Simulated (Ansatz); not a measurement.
## SiH3 (SMILES [SiH3]): methods side by side

SiH3: 4 atoms, total charge 0, spin state doublet. As SMILES, `[SiH3]`. Geometry: relaxed at GFN2-xTB.

Quantity: the electronic atomisation energy, in eV. The values are calculated. Electronic energies at fixed atoms, without zero-point motion or spin-orbit coupling.

```csv
level,kind,program,value (eV),CPU time (all runs)
USVWN5/3-21G,LDA,Ansatz,10.24,1.4 s
U-r2SCAN0/3-21G,hybrid meta-GGA,Ansatz,?,4.3 s
UBHLYP/3-21G,global hybrid,Ansatz,9.06,1.5 s
UPBE0/3-21G,global hybrid,Ansatz,9.07,1.5 s
U-wB97X/3-21G,range-separated hybrid,Ansatz,?,7.2 s
UCAM-B3LYP/3-21G,range-separated hybrid,Ansatz,9.28,1.9 s
UHSE06/3-21G,range-separated hybrid,Ansatz,9.07,2.8 s
UB2PLYP/3-21G,double hybrid,Ansatz,8.75,1.7 s
FCI/3-21G,exact in the basis,Ansatz,7.90,1.5 s
```

Estimate the missing values from the other rows.

As computed at these levels: U-r2SCAN0/3-21G: 9.24 eV; U-wB97X/3-21G: 9.20 eV. The values span 7.90 to 10.24 eV. All rows use very small basis sets, so even the best lies far from the true value. Times are those of the runs behind each value, whatever else they computed, on shared processors of several kinds: orders of magnitude only.

Every density functional here binds SiH3 more strongly than full CI in the same basis, with LDA furthest out at 10.24 eV and the double hybrid closest at 8.75 eV. LDA's excess is its familiar overbinding: it treats the inhomogeneous densities of the free atoms less well than the smoother density of the molecule. The hybrids lie close together, and PBE0 and HSE06 agree at 9.07 eV, as expected for a small molecule in which screening long-range exchange changes little.

The low full CI value does not show that the hybrids overbind real SiH3. Forming three Si–H bonds pairs electrons that were unpaired in the atoms, and the correlation gained must be built from virtual orbitals, which are scarce here without polarisation functions on silicon or hydrogen. Density functionals take correlation from the density instead and depend less on that space; the double hybrid, which draws on both, probably falls in between for this reason. Closeness to full CI therefore doesn't rank the functionals by their accuracy for the real radical.
